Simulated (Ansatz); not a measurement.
## Y: from λ and ω_log to T_c, calculated with Ansatz

Space group P6_3/mmc (No. 194), 2 atoms in the cell of the first input below: a = 3.605 Å, b = 3.605 Å, c = 5.563 Å, α = 90.00°, β = 90.00°, γ = 120.00°.

The cell was built from a prototype of a structure type listed for this element, relaxed without spin–orbit coupling to zero pressure (pressure 0.0 GPa with this functional, without spin–orbit coupling). Functional: PBEsol.

Input:

```yaml
crystal:
  lattice:
    - [3.605314002, 0.0, 0.0]
    - [-1.802657001, 3.1222935144, 0.0]
    - [0.0, 0.0, 5.5632628682]
  atoms:
    - { symbol: "Y", position: [0.3333333333, 0.6666666667, 0.75] }
    - { symbol: "Y", position: [0.6666666667, 0.3333333333, 0.25] }
basis:
  ecutwfc: 420
  ecutrho_ratio: 4
kpoints:
  mp_grid: { grid: [12, 12, 6] }
hamiltonian:
  xc: pbesol
scf:
  occupations: { method: methfessel_paxton, width: 0.2 }
output: {}
phonons:
  supercell: [2, 2, 2]
  qpath:
    path:
      - [[0.0, 0.0, 0.0], [0.5, 0.0, 0.0], [0.33333333, 0.33333333, 0.0], [0.0, 0.0, 0.0], [0.0, 0.0, 0.5], [0.5, 0.0, 0.5], [0.33333333, 0.33333333, 0.5], [0.0, 0.0, 0.5]]
      - [[0.5, 0.0, 0.5], [0.5, 0.0, 0.0]]
      - [[0.33333333, 0.33333333, 0.5], [0.33333333, 0.33333333, 0.0]]
    npoints: 6
  electrical_resistivity: { mesh: [24, 24, 12], temperatures: [50, 100, 200, 300, 500] }
  superconductivity: { mesh: [24, 24, 12], eliashberg_equations: false }
```

```bash
ansatz run input.yaml --threads 8 --pin off --max-ram 15360MiB --backend cpu --events-out ev --progress --plain --runs-dir out
```

Time: 92 s on 8 threads of Arm Neoverse V2, on a shared host, peak memory 3.3 GiB.

On the finest mesh λ = 0.5868, ω_log = 12.005 meV, N(E_F) = 1.835 states per eV, spin and cell. λ by mesh: 24×24×12 0.587, 12×12×6 0.584, 6×6×3 0.531.

What T_c does McMillan's formula in the Allen–Dynes form give for μ* = 0.10?

T_c = (ω_log/1.2) exp[−1.04(1+λ)/(λ − μ*(1+0.62λ))] = (139.31 K/1.2) × exp(−1.6503/0.4504) = 2.98 K. By mesh, finest first, the same formula gives 2.98, 2.90, 2.13 K.

```
  μ*  McMillan (K)  Allen–Dynes with strong-coupling factors (K)
0.08          3.67                                          3.77
0.10          2.98                                          3.05
0.12          2.35                                          2.41
0.13          2.06                                          2.11
0.14          1.80                                          1.84
0.16          1.32                                          1.35
0.20          0.61                                          0.62
```

Caveats: small supercell, couplings not converged in it; this element isn't found superconducting at ambient pressure, so the computed T_c is too high; spin fluctuations are left out and the supercell is small; with so small a supercell and a typed μ*, T_c can miss a measured one by a factor of two or more.

The coupling places hcp yttrium in the weak-to-intermediate regime, where T_c depends exponentially on the small difference between phonon attraction and Coulomb repulsion. Raising μ* from 0.10 to 0.20 therefore cuts the McMillan value from 2.98 to 0.61 K, while the strong-coupling factors barely matter. Likewise, the modest rise in λ between the coarsest and finest meshes has a much larger relative effect on T_c.

The sizeable λ probably reflects partly filled 4d states at the Fermi level combined with the soft lattice of a heavy trivalent metal. The same narrow d states favour exchange-enhanced spin susceptibility, which opposes singlet pairing through both added repulsion and extra mass renormalisation. A larger μ* mimics only the first effect, so the finite T_c throughout the table is no evidence for a superconducting ground state. Yttrium does superconduct under compression, where s-to-d charge transfer is usually invoked, but a single zero-pressure calculation can't show how the balance between pairing and pair breaking shifts with volume.
